The metals of groups 1 to 3 are placed here in the diamond lattice, where each atom has only four nearest neighbours. The real metals pack more closely, so the values serve to compare elements and are not handbook data. The bulk modulus B measures the resistance to uniform compression, and V is the volume per atom.

Elements of groups 1 to 3 in the diamond structure, calculated with Ansatz 0.2.0 using BLYP, scalar-relativistic plane-wave PAW, a 420 eV cutoff, Fermi-Dirac smearing of 0.1 eV and no spin polarisation. Volume, bulk modulus and its pressure derivative come from an equation-of-state fit to energies extrapolated to zero smearing.

```
element   Z  valence electrons    k mesh  volume per atom, BLYP (Å³)  bulk modulus, BLYP (GPa)  bulk modulus pressure derivative, BLYP  neighbour distance, BLYP (Å)
     Li   3                  1  10×10×10                       27.93                      3.52                                    2.97                         2.630
     Be   4                  2  12×12×12                       15.35                      38.6                                    3.44                         2.153
     Na  11                  1     8×8×8                       63.56                      2.10                                    3.16                         3.429
     Mg  12                  2     9×9×9                       45.17                      6.58                                    5.28                         3.090
      K  19                  1     6×6×6                      133.89                     0.941                                    3.37                         4.398
     Ca  20                  2     7×7×7                       92.89                      3.20                                    3.35                         3.912
     Sc  21                  3     9×9×9                       38.61                      5.59                                   -1.07                         2.983
     Rb  37                  1     6×6×6                      166.75                     0.769                                    3.74                         4.780
     Sr  38                  2     6×6×6                      133.02                      2.04                                    3.53                         4.366
      Y  39                  3     8×8×8                       53.56                      3.18                                   -4.60                         3.326
     Cs  55                  1     5×5×5                      224.61                     0.555                                    3.93                         5.228
     Ba  56                  2     6×6×6                      167.51                      1.41                                    1.27                         4.714
     Lu  71                  3     8×8×8                       54.56                      11.5                                    1.94                         3.298
```

Question 1. Which of K, Ca and Sc takes up the most space per atom, and why?

Model answer. K does, followed by Ca and then Sc. Each step to the right adds one proton to the nucleus and one electron to the valence region. Electrons in the same region screen each other poorly, so all of them are pulled inward more strongly. The added electron can also take part in bonding, which draws the atoms together.

Remark. In every period the volume falls with each step to the right, as far as the table goes. The smallest step, from Rb to Sr, is still a factor of 1.25. The table shows the order; the explanation by screening and bonding is standard theory.

Question 2. From Sr to Ba the volume grows by about a quarter. Why does it hardly change from Y to Lu, one column further on?

Model answer. Both steps add a shell, which should make the atom larger. Between Ba and Lu, however, the 4f shell is filled. Its fourteen electrons screen the nucleus incompletely, and the outer electrons are drawn in. This lanthanide contraction nearly cancels the growth due to the new shell.

Remark. Sr and Ba serve as the control: they make the same step down the table before any 4f electron is present.

Question 3. K and Sr have almost the same volume per atom. Which is stiffer, and what does the comparison teach?

Model answer. Sr is stiffer, with 2.04 GPa against 0.941 GPa. Since the volumes agree within 1%, size cannot be the reason. Sr has two valence electrons in the space where K has one, and squeezing them raises their kinetic energy more.

Remark. Kinetic energy is only part of the balance. In a free-electron gas B goes as the electron density to the power 5/3, which would make Sr stiffer by 2^(5/3) = 3.2 instead of the computed 2.2. Compression also changes the attraction between electrons and ions and the repulsion by the ion cores, so the free-electron ratio gives the direction but not the size.

Question 4. Turn this into a rule and estimate the bulk modulus of Sr from its volume and the data of group 1.

Model answer. With E the energy per atom, the bulk modulus at equilibrium is

B = V d²E/dV²

so the product

BV = V² d²E/dV²

is an energy per atom: it measures the cost of a given relative compression. Suppose that each of the z valence electrons contributes the same amount e. Then

B = z e / V

The mean over the five group 1 metals is e = 0.762 eV. For Sr, with 1 eV/Å³ = 160.2 GPa,

B = 2 × 0.762 eV / 133.02 Å³ × 160.2 GPa/(eV/Å³) = 1.84 GPa

This is 10% below the table value, and Sr had no part in setting e.

Remark. A common e is not derived here; its support is in the data. Apart from Be, BV per valence electron lies between 0.61 and 0.93 eV throughout groups 1 and 2. The rule comes within about 20% of the table for Mg, Ca, Sr and Ba. For Be it gives less than half the computed modulus, so e is not universal. The output after this text lists the rule and the free-electron estimate for every element.

Question 5. Can any rule built only on volume and number of valence electrons work for group 3?

Model answer. No. Y and Lu have nearly the same volume and the same number of valence electrons, yet Lu is 3.6 times as stiff in the table, and still 2.7 times if the moduli are taken from the pressures in the output. One formula could give such different results for nearly the same input only if it changed absurdly steeply with volume, and the other two groups show no such steepness.

Remark. In group 3 the third electron can enter d levels, whose energy responds to compression differently from that of s levels. This may be why a rule taken from s metals fails here, but the data include no d occupations to test it, and it does not explain why Lu is so much stiffer than Y.

Question 6. In the diamond lattice the neighbour distance d fixes the volume, V = 8d³/(3√3). For Sc this gives 40.9 Å³, but the table prints 38.61 Å³. What has happened, and what would a smaller smearing width change?

Model answer. The two columns treat smearing differently. Smearing spreads the electrons over levels near the Fermi energy, as a high temperature would, and adds an entropy term −TS to the energy. The distance comes from a cell relaxed with this term, whereas the volume comes from energies extrapolated to zero smearing. In Sc, TS grows as the lattice expands, so smearing favours a larger cell and the extrapolation shrinks it again.

If TS goes with the square of the width, halving the width cuts the difference to a quarter, from 5.5% to about 1.4% of the volume with smearing. The relaxed cell would then move towards the printed volume.

Remark. For Sc the shift estimated from TS and the stiffness is 5.2% of the volume, against 5.5% found. That locates the difference but does not show that the extrapolation is right. In Li, Na, K, Sr and Cs the two columns differ for a second reason as well: the relaxed cells still carry a small pressure, which the program removes before it compares the volumes. The square law needs a nearly even spread of levels around the Fermi energy, which is doubtful where d levels crowd there.

Question 7. Which statements would you sign: that Lu is larger than Y, that Ba is larger than Rb, that Y softens under pressure?

Model answer. Only the third, and only for this lattice and method. The table puts Lu 1 Å³ above Y, but at zero pressure with smearing Y is the larger. Ba and Rb change places in the same way. Each pair should be called equal in size within a few per cent.

The pressure derivative of B is positive in a solid that stiffens when squeezed. For Y it is −4.60 in the table and about −1.8 from the pressures with smearing, so the sign holds but the size does not. For Sc even the sign changes.

Remark. A digit is worth quoting only if it survives a reasonable change of procedure. The stiffness ratio of Sr to K passes: it is 2.2 in the table and 2.3 from the pressures. This test changes the smearing and the way B is extracted, but not the k mesh. The error of the BLYP functional, used here with atomic datasets made for PBE, comes on top, and spin polarisation was switched off throughout. The lattice was also held in its symmetry, so nothing here shows that it would survive a distortion.

Numerical output:

```
Stiffness energy and smearing:
  row  BV per atom [eV]  BV per valence electron [eV]  rule B over table B  free-electron B over table B  zero-pressure volume with smearing [Å3]  table volume against it [%]  estimated shift [%]  B from pressures [GPa]  B' from pressures  TS per atom [meV]
   Li            0.6136                        0.6136                1.242                         4.304                                    28.34                       -1.446               -1.335                   3.483              2.951              15.71
   Be             3.698                         1.849               0.4123                         3.379                                    15.37                       -0.113             -0.05666                    38.7              3.518              17.39
   Na            0.8331                        0.8331                0.915                         1.832                                    63.49                       0.1159               0.1686                   2.109              3.163              15.42
   Mg             1.855                        0.9275               0.8218                          3.28                                    45.44                      -0.5921              -0.5178                   6.763              5.033              24.81
    K            0.7864                        0.7864               0.9694                         1.181                                    134.6                      -0.5557              -0.4142                  0.9059              3.382              22.53
   Ca             1.855                        0.9276               0.8218                         2.028                                     92.2                       0.7451               0.7766                   3.265              3.299              51.22
   Sc             1.347                         0.449                1.698                         9.858                                    40.86                       -5.507               -5.195                   6.175             0.2929              125.5
   Rb            0.8004                        0.8004               0.9525                         1.003                                    168.6                       -1.076               -1.064                  0.7264              3.796              23.41
   Sr             1.694                        0.8469               0.9002                         1.749                                    131.3                        1.343                1.496                    2.06              3.504              43.72
    Y             1.063                        0.3544                2.151                         10.04                                    56.71                       -5.558               -4.892                   4.093             -1.826              115.7
   Cs            0.7781                        0.7781               0.9797                        0.8456                                    228.6                       -1.727               -1.651                   0.512              3.802              28.03
   Ba             1.474                        0.7371                1.034                         1.723                                    161.3                        3.861                4.055                   1.345              1.115              102.2
   Lu             3.916                         1.305                0.584                         2.693                                    55.26                       -1.263               -1.301                   11.04              2.317              94.57
Mean BV of group 1, the constant of the rule [eV]: 0.7623
Volume ratio Li over Be: 1.82
Volume ratio Rb over Sr: 1.254
Volume ratio Ca over Sc: 2.406
Volume ratio Ba over Lu: 3.07
Volume ratio Cs over Li: 8.042
Bulk modulus ratio Li over Cs: 6.342
Volume ratio Sr over K: 0.9935
Bulk modulus ratio Sr over K: 2.168
Volume ratio Ba over Rb: 1.005
Bulk modulus ratio Ba over Rb: 1.834
Volume ratio Lu over Y: 1.019
Bulk modulus ratio Lu over Y: 3.616
Bulk modulus ratio Sr over K from pressures: 2.274
Bulk modulus ratio Ba over Rb from pressures: 1.852
Bulk modulus ratio Lu over Y from pressures: 2.698
Sc volume shift expected at half the smearing width, if TS goes with the width squared [%]: -1.377
```
